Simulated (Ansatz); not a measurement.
# C2H7Ge: which of these isomers lies lowest?

2 of its isomers, all doublets with charge 0: A = `[CH2][GeH2][CH3]`; B = `[CH3][GeH][CH3]`.

Shapes, held fixed at every level: PBE0-D4/def2-TZVP. Flexible molecules stand in one conformer, not always the lowest. Programs: Ansatz 0.2.0.

A:

```xyz
10

C    -1.1858    0.3573   -1.2723
Ge    0.1243    0.7223    0.0871
C     0.7720   -0.9456    0.8706
H    -1.1588   -0.5521   -1.8639
H    -1.9746    1.0575   -1.5242
H    -0.5054    1.6243    1.1680
H     1.3180    1.4934   -0.5238
H    -0.0497   -1.4862    1.3419
H     1.5351   -0.7430    1.6231
H     1.2081   -1.5790    0.0964
```

B:

```xyz
10

C    -1.1965    0.8729   -0.6597
Ge    0.7097    0.5053   -0.3633
C     0.9422   -0.8702    1.0189
H    -1.7035   -0.0447   -0.9711
H    -1.3273    1.6249   -1.4380
H    -1.6608    1.2329    0.2590
H     1.3716    0.0411   -1.6889
H     0.5023   -0.5399    1.9606
H     0.4458   -1.7930    0.7059
H     1.9997   -1.0804    1.1795
```

Electronic energies in kJ/mol, without zero-point or thermal terms.

```json
{"level": "SPW92/def2-TZVPP", "kind": "LDA", "B − A": "-97.0"}
{"level": "r2SCAN-D4/def2-TZVPP", "kind": "meta-GGA", "B − A": "-72.8"}
{"level": "BHLYP-D4/def2-TZVPP", "kind": "global hybrid", "B − A": "-70.2"}
{"level": "B2PLYP/def2-TZVPP", "kind": "double hybrid", "B − A": "-78.6"}
{"level": "CCSD(T)/def2-SVP", "kind": "coupled cluster or CI", "B − A": "-76.7"}
{"level": "CCSD/def2-SVP", "kind": "coupled cluster or CI", "B − A": "-74.1"}
{"level": "CCSD(T)/def2-TZVPP", "kind": "coupled cluster or CI", "B − A": "-74.6"}
```

The highest level, CCSD(T)/def2-TZVPP, puts B lowest of these. All levels agree on that. The B − A difference spans -97.0 to -70.2 kJ/mol over the levels. Open shells run unrestricted. Relativity is left out for Ge. Outer-core shells of Ge are correlated, in sets that cover them unevenly.

Moving the radical centre from carbon to germanium is clearly favourable: B lies below A by 74.6 kJ/mol at CCSD(T)/def2-TZVPP. Both radicals derive from dimethylgermane by loss of one hydrogen atom, so the gap is also the difference between its C–H and Ge–H bond energies. B keeps the stronger C–H bond and gives up the weaker Ge–H bond, whose germanium orbitals are more diffuse and overlap less well with hydrogen 1s. The shapes fit this picture, with a nearly planar CH2 centre in A and a pyramidal germanium in B, where the unpaired electron keeps appreciable 4s character.

The ordering is insensitive to the treatment of correlation, but its size is less so. SPW92 stands apart at -97.0 kJ/mol, probably because local exchange and correlation misjudge the two bond types unequally. In the smaller basis, the triples shift the balance only slightly towards B. The ethylgermyl radical, which also has its unpaired electron on germanium, isn't compared here, so B can't be called the global minimum for this formula.
